At room temperature, a free-energy gap of 0.6 kcal/mol changes the ratio of two conformers by a factor of nearly three, and a gap of 1.4 kcal/mol changes it tenfold. The conformers of a small flexible molecule often lie this close together, and two methods can easily disagree by as much. The molecule here is an aminosilane, with a dimethylamino group on SiH₂ and a branched carbon chain on the other side. Eight of the ten conformers kept from the search are shown with their results, and the question is what they and some stereochemistry can say about the last two.

Gas-phase conformers of CC(C)[C@@H](C)[SiH2]N(C)C, computed with PySCF 2.14.0 and tblite 0.8.0 at the PBE0-D3(BJ)/6-31G(d) level on GFN2-xTB geometries. Free energies and Boltzmann weights, at 298.15 K, combine DFT energies with GFN2-xTB thermal terms. The torsions are C1-C2-C4-Si6, C2-C4-Si6-N7 and C4-Si6-N7-C8, in that order.

| number | torsions in degrees | GFN2-xTB energy above its lowest (kcal/mol) | DFT energy above the lowest (kcal/mol) | free energy above the lowest (kcal/mol) | weight (%) | dipole (D) |
| --- | --- | --- | --- | --- | --- | --- |
| 1 | (69,43,68) | 1.610 | 0.000 | 0.000 | 43.10 | 1.020 |
| 2 | (-73,167,-72) | 1.110 | 0.550 | 0.580 | 16.20 | 0.980 |
| 3 | (70,48,47) | 0.290 | 0.320 | 0.900 | 9.40 | 0.790 |
| 4 | (-74,60,-156) | 0.170 | 0.080 | 0.940 | 8.80 | 0.660 |
| 5 | (68,172,-44) | 0.510 | 0.840 | 1.150 | 6.20 | 0.730 |
| 6 | (-75,175,-45) | 0.000 | 0.730 | 1.210 | 5.60 | 0.710 |
| 7 | (179,80,44) | 0.680 | 0.980 | 1.330 | 4.60 | 0.700 |
| 8 | (-178,-167,157) | 0.930 | 1.060 | 1.510 | 3.40 | 0.600 |
| 9 | (-72,141,39) | ? | ? | ? | ? | ? |
| 10 | (66,137,41) | ? | ? | ? | ? | ? |

**Rows 1 and 2.** The three torsions describe turns about the C2-C4, C4-Si and Si-N bonds, in that order. Rows 1 and 2 have a Si-N torsion near 70° in size, and their dipoles, about 1 D, are the largest of the eight. Row 1 leads in DFT, yet it is the highest of the eight in GFN2-xTB.

The carbon chain alone doesn't explain this disagreement, because row 3 has nearly the same chain as row 1. GFN2-xTB puts row 1 above row 3 by 1.32 kcal/mol, while DFT puts it below by 0.32. Rows 2 and 6 form a second such pair and show the same reversal. The disagreement therefore goes with the arrangement at the Si-N bond, though the table doesn't reveal what in that arrangement causes it.

**Rows 3 to 8.** Row 4 shows how much the thermal terms matter. In DFT energy it lies only 0.08 kcal/mol above row 1, but in free energy the gap is 0.94. Almost all of row 1's lead over row 4 thus comes from thermal terms, which were computed with GFN2-xTB.

Rows 3, 5, 6 and 7 have a Si-N torsion near 45° in size, and they share a pattern. In each, one carbon on C4 stands gauche to nitrogen, that is, turned roughly 60° away from it about the C4-Si bond. In rows 3 and 7 this carbon is C2. In rows 5 and 6 it is the methyl carbon C5, which the handedness at C4 places about 120° further round than C2. In all four rows the methyl carbon C8 on nitrogen turns in the same sense as the gauche carbon.

**Rows 9 and 10, before their results.** These two resemble rows 6 and 5 in the first torsion, but C8 now turns the other way. With the C4-Si bond staggered, C5 and C8 would make two gauche turns of opposite sense. In pentane, such a pair of turns pushes the end methyl groups into each other. The comparison holds for the senses of the turns but not for the energy, since bonds to silicon are longer and nitrogen has a different shape from carbon.

The torsions fit this picture. The C4-Si bond is about 40° away from staggered in rows 9 and 10, against at most 20° in the other eight. The twist moves C5 away from C8, but it brings the bond closer to an eclipsed arrangement, which costs energy. Both conformers should therefore lie above their partners, rows 6 and 5, in DFT energy. The table gives no torsion for C9, the other methyl carbon on nitrogen, so contacts of C9 could matter as well.

The size of the free energy can be had more simply. The weights add up to 100%, and the eight known rows leave 2.7%. If rows 9 and 10 share this equally, Boltzmann's law gives the free energy $G$ of each above row 1, with $R$ the gas constant and $T$ the temperature:

$$G = RT\,\ln\frac{43.1}{1.35} \approx 0.59 \times 3.46 \approx 2.05\ \text{kcal/mol}$$

This step is bookkeeping and tests no idea about strain. The other forecasts borrow averages from rows 3, 5, 6 and 7. Their mean thermal term, 0.43 kcal/mol, is subtracted to reach the DFT energy, and their mean difference between DFT and GFN2-xTB, 0.35 kcal/mol, to reach the GFN2-xTB energy. The dipole is simply their mean. The forecasts are the same for both rows, with error bars set by judgement:

- weight: 1.35 ± 0.5%
- free energy: 2.05 ± 0.3 kcal/mol
- DFT energy: 1.6 ± 0.5 kcal/mol
- GFN2-xTB energy: 1.3 ± 0.6 kcal/mol
- dipole: 0.73 ± 0.10 D

The withheld rows as computed:

| number | torsions in degrees | GFN2-xTB energy above its lowest (kcal/mol) | DFT energy above the lowest (kcal/mol) | free energy above the lowest (kcal/mol) | weight (%) | dipole (D) |
| --- | --- | --- | --- | --- | --- | --- |
| 9 | (-72,141,39) | 0.110 | 1.270 | 1.910 | 1.70 | 0.760 |
| 10 | (66,137,41) | 0.730 | 1.630 | 2.170 | 1.10 | 0.690 |

**Rows 9 and 10, revealed.** Weights, free energies, DFT energies and dipoles all fall within their error bars; the printed analysis below lists each miss. The equal split was only roughly right, as row 9 takes 1.7% and row 10 takes 1.1%. The dipoles owe nothing to the sum of the weights, and they came out within 0.05 D. This is a modest success, since the four rows behind the forecast differ by only 0.09 D among themselves. It fits the idea that the twist hardly disturbs the polar end of the molecule, but the size of a dipole alone can't prove it.

The DFT energy of row 10 looks almost perfectly predicted, but two errors cancel. Its free energy was guessed 0.12 kcal/mol too low, and its thermal term was underestimated by 0.11. In row 9 the corresponding errors add up, and the DFT energy is forecast 0.35 kcal/mol too high. The method is therefore good to a few tenths of a kcal/mol, and the closer hit is luck.

The GFN2-xTB forecast fails for row 9. The computed energy is 0.11 kcal/mol, so the forecast is too high by 1.2, twice its error bar. Row 10 is also overestimated, by 0.5, just inside the bar. The borrowed difference between the methods came from conformers closer to staggered, and it doesn't carry over to these twisted ones. The average also hid a wide spread, from 0.03 kcal/mol in row 3 to 0.73 in row 6, the partner of row 9, so the twist needn't explain the whole miss.

A comparison with the partners shows where the methods part. DFT places row 9 above row 6 by 0.54 kcal/mol and row 10 above row 5 by 0.79. In GFN2-xTB the same steps are only 0.11 and 0.22. Both methods put the twisted forms higher, but GFN2-xTB makes them much cheaper. For DFT this order was expected from the clash, yet the small weight left over already pointed to it, so it is only weak evidence for the clash. With a small basis set and errors of a few tenths, the sign of the DFT steps is safer than their size.

Part of this gap may lie in the geometries, which mostly come from GFN2-xTB. If that method twists the C4-Si bond too readily, DFT is then asked for the energy of a shape it would not choose itself. This is a guess, and relaxing rows 6 and 9 with DFT would test it. The clash between C5 and C8 also remains an argument from geometry, since no calculation here separates its energy from that of the twist.

Aminosilanes serve as precursors for silicon oxide and nitride films in electronic devices. For this molecule the calculation describes the vapour as a mixture in which no conformer reaches half, but the shares could shift. The search found 18 distinct conformers, may have missed others, and kept only ten. By GFN2-xTB's reckoning these ten hold about 93% of the weight. Yet that method rates rows 1 and 2 much less favourably than DFT does, so a dropped conformer of their kind could matter more than this figure suggests. Such weights describe the free molecule and don't tell how fast it reacts at a surface.

Output of the analysis:

```
Geometry and differences between levels:
  row  C5-C4-Si-N torsion if ideal (degrees)  C4-Si twist from staggered (degrees)  DFT minus GFN2-xTB (kcal/mol)  free energy minus DFT energy (kcal/mol)
    1                                    163                                    17                          -1.61                                        0
    2                                    -73                                    13                          -0.56                                     0.03
    3                                    168                                    12                           0.03                                     0.58
    4                                    180                                     0                          -0.09                                     0.86
    5                                    -68                                     8                           0.33                                     0.31
    6                                    -65                                     5                           0.73                                     0.48
    7                                   -160                                    20                            0.3                                     0.35
    8                                    -47                                    13                           0.13                                     0.45
    9                                    -99                                    39                           1.16                                     0.64
   10                                   -103                                    43                            0.9                                     0.54
Weight left for rows 9 and 10 together (%): 2.7
Mixing entropy if they share it equally (cal/(mol K)): 3.578
Mixing entropy if they share it five to one (cal/(mol K)): 3.565
Mean thermal term of rows 3, 5, 6, 7 relative to row 1 (kcal/mol): 0.43
Mean DFT minus GFN2-xTB of rows 3, 5, 6, 7 (kcal/mol): 0.3475
Forecast weight of each withheld row, error bar 0.5 (%): 1.35
Computed weight, rows 9 and 10 (%): 9 1.7, 10 1.1
Miss in weight, forecast less computed, rows 9 and 10 (%): 9 -0.35, 10 0.25
Forecast free energy of each withheld row, error bar 0.3 (kcal/mol): 2.052
Computed free energy, rows 9 and 10 (kcal/mol): 9 1.91, 10 2.17
Miss in free energy, forecast less computed, rows 9 and 10 (kcal/mol): 9 0.142, 10 -0.118
Forecast DFT energy of each withheld row, error bar 0.5 (kcal/mol): 1.622
Computed DFT energy, rows 9 and 10 (kcal/mol): 9 1.27, 10 1.63
Miss in DFT energy, forecast less computed, rows 9 and 10 (kcal/mol): 9 0.352, 10 -0.007977
Forecast GFN2-xTB energy of each withheld row, error bar 0.6 (kcal/mol): 1.275
Computed GFN2-xTB energy, rows 9 and 10 (kcal/mol): 9 0.11, 10 0.73
Miss in GFN2-xTB energy, forecast less computed, rows 9 and 10 (kcal/mol): 9 1.165, 10 0.5445
Forecast dipole of each withheld row, error bar 0.10 (D): 0.7325
Computed dipole, rows 9 and 10 (D): 9 0.76, 10 0.69
Miss in dipole, forecast less computed, rows 9 and 10 (D): 9 -0.0275, 10 0.0425
Row 1 less row 3 in GFN2-xTB (kcal/mol): 1.32
Row 1 less row 3 in DFT (kcal/mol): -0.32
Row 2 less row 6 in GFN2-xTB (kcal/mol): 1.11
Row 2 less row 6 in DFT (kcal/mol): -0.18
```
